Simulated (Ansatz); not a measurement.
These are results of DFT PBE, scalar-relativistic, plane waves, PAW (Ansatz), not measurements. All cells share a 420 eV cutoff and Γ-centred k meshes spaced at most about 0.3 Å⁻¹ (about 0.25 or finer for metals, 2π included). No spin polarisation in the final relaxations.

Temperature and zero-point effects are left out.

Two forms of In₃Se were relaxed alike.

A.

```cif
data_structure
_symmetry_space_group_name_H-M 'P-3m1'
_symmetry_Int_Tables_number 164
_cell_length_a 4.0159
_cell_length_b 4.0159
_cell_length_c 8.2266
_cell_angle_alpha 90.000
_cell_angle_beta 90.000
_cell_angle_gamma 120.000
_cell_volume 114.90
loop_
_atom_site_label
_atom_site_type_symbol
_atom_site_symmetry_multiplicity
_atom_site_Wyckoff_symbol
_atom_site_fract_x
_atom_site_fract_y
_atom_site_fract_z
_atom_site_occupancy
In1 In 1 b 0.00000 0.00000 0.50000 1
In2 In 2 d 0.33333 0.66667 0.22231 1
Se1 Se 1 a 0.00000 0.00000 0.00000 1
```

B.

```cif
data_structure
_symmetry_space_group_name_H-M 'P4mm'
_symmetry_Int_Tables_number 99
_cell_length_a 4.8888
_cell_length_b 4.8888
_cell_length_c 4.6602
_cell_angle_alpha 90.000
_cell_angle_beta 90.000
_cell_angle_gamma 90.000
_cell_volume 111.38
loop_
_atom_site_label
_atom_site_type_symbol
_atom_site_symmetry_multiplicity
_atom_site_Wyckoff_symbol
_atom_site_fract_x
_atom_site_fract_y
_atom_site_fract_z
_atom_site_occupancy
In1 In 2 c 0.50000 0.00000 0.64809 1
In2 In 1 a 0.00000 0.00000 0.12973 1
Se1 Se 1 b 0.50000 0.50000 0.23993 1
```

Problem. Which would you expect to be lower, and how large is the difference?

Solution. A is lower, by 44 meV/atom. A has space group P-3m1 (No. 164), 28.7 Å³/atom and no gap on its mesh; B has In and Se ordered on fcc sites, space group P4mm (No. 99), 27.8 Å³/atom and no gap. Counting In atoms around Se (those within 1.25 times the shortest such distance or 1.15 times the sum of covalent radii, 1.27 where that leaves under three; a plus sign parts nearer from farther groups; the shortest distance is added where it exceeds 1.18 times the sum of covalent radii), A has Se 6 and B has Se 4+8 from 3.1 Å. The lower one is the more open, so pressure narrows the difference. In A, around In on a site of symmetry -3m lie 6 In at 3.25 Å, 6 In at 4.02 Å and 2 Se at 4.11 Å; In on a site of symmetry 3m is surrounded by 3 Se at 2.95 Å and 3 In at 3.25 Å; Se is surrounded by 6 In at 2.95 Å, 6 Se at 4.02 Å and 2 In at 4.11 Å. In B, In on a site of symmetry 2mm has 2 Se at 3.10 Å, 8 In at 3.32–3.46 Å and 2 Se at 3.69 Å; In on a site of symmetry 4mm has 8 In at 3.32–3.44 Å and 4 Se at 3.49 Å; Se has 4 In at 3.10 Å, 4 In at 3.49 Å and 4 In at 3.69 Å. Both come from invented guesses.

In P-3m1, P4mm an odd number of electrons in the primitive cell allows no gap without spin; a larger cell or a magnetic state could open one. Cells relaxed within their symmetry can be saddle points.

The preference for A probably reflects how the two structures accommodate a selenium-poor composition. A separates the two kinds of bonding: selenium sits between indium layers with six contacts at 2.95 Å, while the middle indium layer has only indium as near neighbours, much as in the element. B disperses selenium through a metal-like packing, where it has just four nearest indium atoms, at 3.10 Å. Its denser packing evidently does not make up for the weaker In–Se contacts. Even the shorter distance in A is long for a covalent In–Se bond, which suggests polar, multicentre bonding rather than localised pairs.

The absence of a gap in both forms fits the electron count: filling the selenium 4p shell leaves most indium valence electrons in In–In bonding and broad 5s/5p bands. The 44 meV/atom therefore supports a preference for layered segregation over this particular fcc ordering, but not the existence of In₃Se as a compound, since separation into indium and a selenium-richer phase such as In₄Se₃ was not tested.
